## Appendix: The low-temperature limit behind the $3/(2\beta)$ factor

### A.1 Conventions and the leading result

The carriers are non-degenerate electrons in one parabolic band of mass $m$. They couple through the Fröhlich interaction, of strength $\alpha$, to a dispersionless LO branch of frequency $\omega$ held in equilibrium. We write $\beta=\hbar\omega/k_BT$ and $N=1/(e^\beta-1)$. Wavevectors are in units of $(2m\omega/\hbar)^{1/2}$ and rates in units of $\omega$, so the energy in units of $\hbar\omega$ is $x=k^2$. All rates are of lowest order in $\alpha$. The golden-rule rate for absorption is

$$W_a(\mathbf k\to\mathbf k')\,d^3k'=\frac{\alpha N}{\pi}\,\frac{\delta(k'^2-k^2-1)}{|\mathbf k'-\mathbf k|^2}\,d^3k' .$$

Emission has $N+1$ in place of $N$ and the opposite sign of the phonon energy.

Let $f_0$ be the normalised Maxwellian and $\langle a,b\rangle=\int f_0\,a\,b\,d^3k$. The linearised collision operator $C\phi(\mathbf k)=\int W(\mathbf k\to\mathbf k')[\phi(\mathbf k)-\phi(\mathbf k')]d^3k'$ is symmetric in this product by detailed balance, and it is positive on functions odd in $\mathbf k$. The Boltzmann mobility is

$$\mu_B=\frac{e}{m}\langle\tau\rangle,\qquad \langle\tau\rangle=\frac{\langle k_z,C^{-1}k_z\rangle}{\langle k_z,k_z\rangle},\qquad \langle k_z,k_z\rangle=\frac1{2\beta}.$$

A Maxwellian shifted rigidly by $k_d$ is $f_0(1+2\beta k_dk_z)$. It loses momentum at the rate $\Gamma_{DM}=\langle k_z,Ck_z\rangle/\langle k_z,k_z\rangle$. At lowest order in $\alpha$ the mobility of Feynman, Hellwarth, Iddings and Platzman (FHIP, 1962) is $\mu_{\rm FHIP}=e/(m\Gamma_{DM})$. The Cauchy–Schwarz inequality $\langle k_z,k_z\rangle^2\le\langle k_z,Ck_z\rangle\langle k_z,C^{-1}k_z\rangle$, which is Kohler's variational principle for the trial function $k_z$, gives $\mu_{\rm FHIP}\le\mu_B$ at every $\beta$. The same rate appears in the response at a frequency $\Omega$ far above the collision rates: $\langle k_z,(C-i\Omega)^{-1}k_z\rangle=i\langle k_z,k_z\rangle/\Omega+\langle k_z,Ck_z\rangle/\Omega^2+\dots$. Since $C\propto\alpha$, reading a Drude rate from these two terms means taking $\alpha\to0$ before $\Omega\to0$, whereas the dc mobility needs the opposite order.

For $\beta\gg1$ a thermal electron has $k\ll1$. It absorbs at the rate $\Gamma_0=2\alpha N\simeq2\alpha e^{-\beta}$ and re-emits at once into a nearly random direction, which gives Kadanoff's (1963) weak-coupling mobility $\mu_K=e/(m\Gamma_0)$. The trial function $k_z$ instead weights each absorption with $q_z^2\simeq1/3$, where $\mathbf q=\mathbf k'-\mathbf k$, against $\langle k_z,k_z\rangle=1/(2\beta)$. Hence $\Gamma_{DM}\simeq(2\beta/3)\Gamma_0=\tfrac43\alpha\beta e^{-\beta}$ and $\mu_{\rm FHIP}/\mu_K\to3/(2\beta)$.

### A.2 Where $\beta\gg1$ enters

The argument sets the thermal energy $x\sim1/\beta$ to zero in four places:

1. the wavevector after absorption, $k'=\sqrt{1+x}$, is replaced by 1 in $\Gamma_{DM}$;
2. the absorption rate is taken at $k=0$;
3. the direction after absorption and re-emission is taken as random;
4. the electrons above the emission threshold $x=1$ are ignored in the normalisation of $\langle\tau\rangle$.

The first three give corrections of relative order $1/\beta$. The fourth is exponentially small but carries a large power of $\beta$. The replacement of $N$ by $e^{-\beta}$ is avoided here, because $N$ cancels from every ratio once $\Gamma_0=2\alpha N$ is kept. We define

$$S=\frac{\Gamma_{DM}}{(2\beta/3)\Gamma_0},\qquad B=\Gamma_0\langle\tau\rangle=\frac{\mu_B}{\mu_K},\qquad \frac{\mu_{\rm FHIP}}{\mu_B}=\frac{3}{2\beta}\,\frac{1}{SB}.$$

### A.3 The drifted Maxwellian at finite $\beta$

Symmetrising gives $\langle k_z,Ck_z\rangle=\tfrac12\iint f_0W q_z^2$. Absorption and emission contribute equally by detailed balance, so the sum equals the absorption term without the factor $\tfrac12$. The weight $q^2$ cancels the Fröhlich $1/q^2$, and $\int W_a q^2d^3k'=(\alpha N/\pi)(4\pi)(k'/2)=2\alpha N\sqrt{1+x}$. With $q_z^2\to q^2/3$ this yields $\Gamma_{DM}=\tfrac43\alpha\beta N\,S$, where $S$ is the Maxwellian mean of $\sqrt{1+x}$:

$$S=\frac{\beta^{3/2}}{\Gamma(3/2)}\int_0^\infty\!\sqrt{x(1+x)}\,e^{-\beta x}dx=\sqrt{\frac\beta\pi}\,e^{\beta/2}K_1(\beta/2)=1+\frac{3}{4\beta}+O(\beta^{-2}).$$

The closed form follows from $x=(t-1)/2$ and $\int_1^\infty\sqrt{t^2-1}\,e^{-zt}dt=K_1(z)/z$. The first correction is half the mean energy $3/(2\beta)$.

### A.4 The Boltzmann ladder

For the pair of energies $x$ and $x+1$ set $k=\sqrt x$, $k'=\sqrt{x+1}$ and $L(x)=\ln[(k'+k)/(k'-k)]=2\,\mathrm{arsinh}\sqrt x$. The angular integrals of $1/(k^2+k'^2-2kk'\cos\vartheta)$ give the two rates and the mean cosine of the scattering angle:

$$\Gamma_a(x)=\frac{\alpha N L(x)}{\sqrt x},\qquad \Gamma_e(x+1)=\frac{\alpha(N+1)L(x)}{\sqrt{x+1}},\qquad c(x)=\frac{2x+1}{2\sqrt{x(x+1)}}-\frac1{L(x)} .$$

For small $x$, $\Gamma_a=\Gamma_0(1-x/6+\dots)$ and $c=\tfrac23\sqrt x+\dots$.

Write the solution of $C\phi=k_z$ as $\phi=\tau(x)\sqrt x\cos\theta$. Scattering links only the energies $x_n=x+n$ with $0<x<1$. Let $\lambda_n=\Gamma_0\tau(x_n)\sqrt{x_n}$, $L_n=L(x_n)$ and $c_n=c(x_n)$. Using $(N+1)/N=e^\beta$, the equation on rung $n$ is

$$2x_n=L_n(\lambda_n-c_n\lambda_{n+1})+e^{\beta}L_{n-1}(\lambda_n-c_{n-1}\lambda_{n-1}),$$

with the second term absent for $n=0$, and

$$B=\frac{\beta^{5/2}}{\Gamma(5/2)}\int_0^1dx\sum_{n\ge0}x_n\lambda_n\,e^{-\beta x_n}.$$

To leading order in $e^{-\beta}$ the equation for $n=1$ forces $\lambda_1=c_0\lambda_0$. Inserted into the equation for $n=0$ this gives $2x=L_0(1-c_0^2)\lambda_0$, so below threshold

$$\Gamma_0\tau(x)=\frac{\sqrt x}{\mathrm{arsinh}\sqrt x}\,\frac{1}{1-c^2(x)}=1+\Big(\frac16+\frac49\Big)x+\dots=1+\frac{11}{18}x+\dots$$

The factor $1-c^2$ is the transport factor of the compound event. Absorption and re-emission each keep a mean cosine $c$, and the electron returns to its initial energy. The weight $x^{3/2}e^{-\beta x}$ has mean $5/(2\beta)$, so

$$B=1+\frac{5}{12\beta}+\frac{10}{9\beta}+O(\beta^{-2})=1+\frac{55}{36\beta}+O(\beta^{-2}).$$

The term $5/12$ comes from the energy dependence of the absorption rate. The term $10/9$ comes from in-scattering, which a lifetime approximation omits.

### A.5 The first correction

Combining the two expansions,

$$\frac{\mu_{\rm FHIP}}{\mu_K}=\frac{3}{2\beta}\Big[1-\frac{3}{4\beta}+\dots\Big],\qquad \frac{\mu_{\rm FHIP}}{\mu_B}=\frac{3}{2\beta}\Big[1-\frac{41}{18\beta}+\dots\Big],$$

since $\tfrac34+\tfrac{55}{36}=\tfrac{41}{18}\approx2.28$. All three power corrections have the same sign. They widen the gap between the variational bound and the Boltzmann value.

The fourth item acts against them. The power series extends the integral over the long-lived states to $x=\infty$, although these states end at $x=1$. With $Q(s,\beta)=\Gamma(s,\beta)/\Gamma(s)$ the regularised upper incomplete gamma function, the first-order form cut at threshold is

$$B_{\rm cut}=1-Q(\tfrac52,\beta)+\frac{55}{36\beta}\big[1-Q(\tfrac72,\beta)\big],\qquad Q(\tfrac52,\beta)\simeq\frac{\beta^{3/2}e^{-\beta}}{\Gamma(5/2)} .$$

The upper rungs give back a part of relative order $\beta^{1/2}e^{-\beta}$. On rung 1 the inherited amplitude $\lambda_1=c_0\lambda_0\simeq\tfrac23x$ carries the weight $e^{-\beta}$, and the source $2x_1$ on that rung feeds a term of equal size down to rung 0. No finite order in $1/\beta$ contains these terms, so their size has to be found at the $\beta$ of interest.

### A.6 AgBr at 40 K

The compiled LO frequency is 129.9 cm$^{-1}$ at 300 K (Rakita 2019). With $k_BT=27.80$ cm$^{-1}$ this gives $\beta=4.672$ and $N=0.00944$. The first-order terms are $3/(4\beta)=0.161$, $5/(12\beta)=0.089$ and $10/(9\beta)=0.238$, and $41/(18\beta)=0.49$. A first correction of one half means that the bracket should not be used in its linear form. The table therefore keeps $S$ and $B$ in the denominator. The threshold fractions are $Q(\tfrac52)=0.096$, of which the leading asymptotic term is 0.071, and $Q(\tfrac72)=0.229$.

The last row uses the Bessel form of $S$ and the ladder solved on three rungs with $\lambda_3=0$. After multiplication of rung $n$ by $e^{-n\beta}$ the ladder matrix is symmetric, so this truncation is itself a Kohler lower bound on $B$, and each added rung is suppressed by a further factor $e^{-\beta}$.

| level | $S$ | $B$ | $1/(SB)$ | $\mu_{\rm FHIP}/\mu_B$ |
|---|---|---|---|---|
| $\beta\to\infty$ form | 1 | 1 | 1 | 0.321 |
| first order in $1/\beta$ | 1.161 | 1.327 | 0.649 | 0.208 |
| first order, cut at threshold | 1.161 | 1.156 | 0.745 | 0.239 |
| not expanded | 1.144 | 1.16 | 0.756 | 0.243 |

The first-order terms alone lower the ratio by 35 per cent. The unexpanded model lowers it by 24 per cent. The threshold cut removes 0.171 of the 0.327 that first order adds to $B$, so the exponentially small term is half as large as the power term that formally dominates it. The closeness of the last two rows is partly a cancellation. The unexpanded $\Gamma_0\tau(x)$, integrated up to threshold, gives $B=1.13$, which is 0.03 below $B_{\rm cut}$ because $\tau(x)$ bends below its tangent, and the upper rungs add 0.03.

The frequency is a room-temperature value. With an approximate low-temperature input of 138 cm$^{-1}$, $\beta$ becomes 4.96 and the leading ratio 0.302, a shift of 6 per cent, well below the correction found above.

### A.7 Terms that compete with the correction

**Coupling strength.** The coupling constant is $\alpha=(\varepsilon_\infty^{-1}-\varepsilon_0^{-1})\,[(m/m_e)\,\mathrm{Ry}/\hbar\omega]^{1/2}$. The compiled dielectric constants at 300 K are $\varepsilon_0=12.5$ and $\varepsilon_\infty=4.7$ (Rakita 2019), and a typical band mass is $0.215\,m_e$. These give $\alpha=1.79$ and $\Gamma_0=8.3\times10^{11}$ s$^{-1}$. Second-order perturbation theory at zero temperature gives the dispersion $k^2-\alpha\arcsin(k)/k=-\alpha+k^2(1-\alpha/6)+\dots$, so the relative mass shift is $\alpha/6=0.30$. This is as large as the 24 per cent under study. In Feynman's model the $\alpha$-dependent prefactor is common to $\mu_{\rm FHIP}$ and $\mu_K$ as $\beta\to\infty$, so the leading $3/(2\beta)$ is unchanged. Nothing in the present derivation protects the coefficient $41/18$, which is an $\alpha\to0$ value.

**Lifetime broadening.** The thermal states are reasonably sharp, with $\hbar\Gamma_0/k_BT=2\alpha N\beta=0.16$. The intermediate states are not. At $x=1/\beta$ the small-$x$ form $\Gamma_e(x+1)\simeq2\alpha\sqrt x$ gives $\hbar\Gamma_e/k_BT\simeq2\alpha\sqrt\beta=7.7$. The leading value $B=1$ does not contain $\Gamma_e$. The in-scattering term $10/(9\beta)$ and the sharp threshold both rest on an energy-conserving step through the upper rung, and in AgBr that step is smeared over more than $k_BT$. For AgBr the table is therefore the weak-coupling model's answer. Its direction follows from the signs derived above, but its size cannot be carried over to the crystal without a treatment beyond the golden rule.

**Acoustic scattering.** For elastic deformation-potential scattering with equipartition the rate at energy $\epsilon$ is $\Xi^2k_BT\,m^{3/2}\sqrt{2\epsilon}/(\pi\hbar^4c_l)$. Taking for $c_l$ the compiled $C_{11}=56.1$ GPa at 300 K (Jochym 2001), the rate at $\epsilon=k_BT$ is $1.9\times10^{9}$ s$^{-1}\times(\Xi/\mathrm{eV})^2$. An illustrative $\Xi=5$ eV makes it 0.06 of $\Gamma_0$, smaller than the correction but not negligible beside the third figure of the table.

### A.8 A weak-coupling counterpart: GaAs

At lowest order in $\alpha$ the ratio depends on $\beta$ alone, so the table applies to any polar crystal at the same $\beta$. Typical inputs for GaAs are $\hbar\omega=292$ cm$^{-1}$, $\varepsilon_0=12.9$, $\varepsilon_\infty=10.9$ and $m=0.067\,m_e$. The value $\beta=4.672$ is reached at 90 K, and $\alpha=0.071$. Then $\alpha/6=0.012$ and $2\alpha\sqrt\beta=0.31$, so the mass shift is small beside the correction and the intermediate states are narrower than $k_BT$. The price is a slower LO rate, $\Gamma_0=7.4\times10^{10}$ s$^{-1}$. With typical $\Xi=7$ eV and $c_l=140$ GPa the acoustic rate at $\epsilon=k_BT$ is 0.3 of $\Gamma_0$, so the table describes the LO-limited part of the mobility and not the total.

The quantity in the table compares two approximations to one model, and no measurement corresponds to it directly. At $\beta=4.672$, for AgBr at 40 K or GaAs at 90 K, the model's rigid-drift mobility lies below its Boltzmann mobility by a factor 4.1, where the asymptotic $2\beta/3$ gives 3.1.